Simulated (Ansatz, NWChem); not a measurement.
**AlH3S (SMILES [AlH2][SH]): the energy, rung by rung**

AlH3S has 5 atoms, charge 0, and is taken as a singlet. SMILES: `[AlH2][SH]`. The coordinates come from a PBE0-D4/def2-TZVP relaxation.

```xyz
5

Al   -0.6161   -0.0642   -0.1817
S     1.1291   -0.3431    1.0966
H    -1.9817   -0.6501    0.3511
H    -0.4411    0.6960   -1.5564
H     1.9597    0.2878    0.2490
```

Quantity: the energy change with the Al1–H3 bond stretched from 1.579 to 3.473 Å, in eV. The values are calculated.

```json
{"level": "PBE/def2-TZVP (restricted)", "kind": "GGA", "program": "Ansatz", "value (eV)": "3.70", "less CCSD(T)/def2-TZVP": "+0.26", "CPU time (all runs)": "10 s"}
{"level": "M06-L/def2-TZVP (restricted)", "kind": "meta-GGA", "program": "NWChem", "value (eV)": "4.10", "less CCSD(T)/def2-TZVP": "+0.66", "CPU time (all runs)": "49 s"}
{"level": "B3LYP/def2-TZVP (restricted)", "kind": "global hybrid", "program": "NWChem", "value (eV)": "4.01", "less CCSD(T)/def2-TZVP": "+0.57", "CPU time (all runs)": "34 s"}
{"level": "CAM-B3LYP/def2-TZVP (restricted)", "kind": "range-separated hybrid", "program": "NWChem", "value (eV)": "4.35", "less CCSD(T)/def2-TZVP": "+0.91", "CPU time (all runs)": "90 s"}
{"level": "wB97M-V/def2-TZVP (restricted)", "kind": "range-separated hybrid", "program": "Ansatz", "value (eV)": "4.36", "less CCSD(T)/def2-TZVP": "+0.92", "CPU time (all runs)": "82 s"}
{"level": "B2PLYP/def2-TZVP (restricted)", "kind": "double hybrid", "program": "NWChem", "value (eV)": "4.11", "less CCSD(T)/def2-TZVP": "+0.67", "CPU time (all runs)": "28 s"}
{"level": "PBE-QIDH/def2-TZVP (restricted)", "kind": "double hybrid", "program": "Ansatz", "value (eV)": "4.39", "less CCSD(T)/def2-TZVP": "+0.95", "CPU time (all runs)": "15 s"}
{"level": "CCSD(T)/def2-TZVP (restricted)", "kind": "coupled cluster or CI", "program": "NWChem", "value (eV)": "3.44", "less CCSD(T)/def2-TZVP": "0.00", "CPU time (all runs)": "5.1 min"}
```

Differences are taken from CCSD(T)/def2-TZVP (restricted) for orientation; it has basis-set and higher-order errors of its own. At this stretch a single reference begins to fail. The first shape isn't each level's own minimum. The values span 3.44 to 4.39 eV. CPU times are rough (shared hosts, several kinds of processor): they show what a rung costs within a factor of a few.

Every density functional makes stretching the Al–H bond costlier than CCSD(T) does, with PBE closest at +0.26 eV and PBE-QIDH furthest at +0.95 eV. As the σ and σ* orbitals approach each other in energy, the singlet needs both closed-shell configurations to place one electron on each fragment. A restricted determinant instead retains too much ionic character, which raises the energy of the stretched structure. Coupled cluster recovers much of the missing mixing through double excitations.

Semilocal exchange partly mimics this left-right correlation, while exact exchange removes that compensation, which probably explains why PBE lies below the hybrids. The exact-exchange fraction alone doesn't order the results, however: M06-L lies above B3LYP, and B2PLYP below both range-separated hybrids. PBE's small deviation therefore suggests error compensation rather than a better description of the bond, and the ordering can't be carried over to Al–H energetics near equilibrium. Nor is the stretching energy a bond dissociation energy, since the fragments haven't been computed separately.
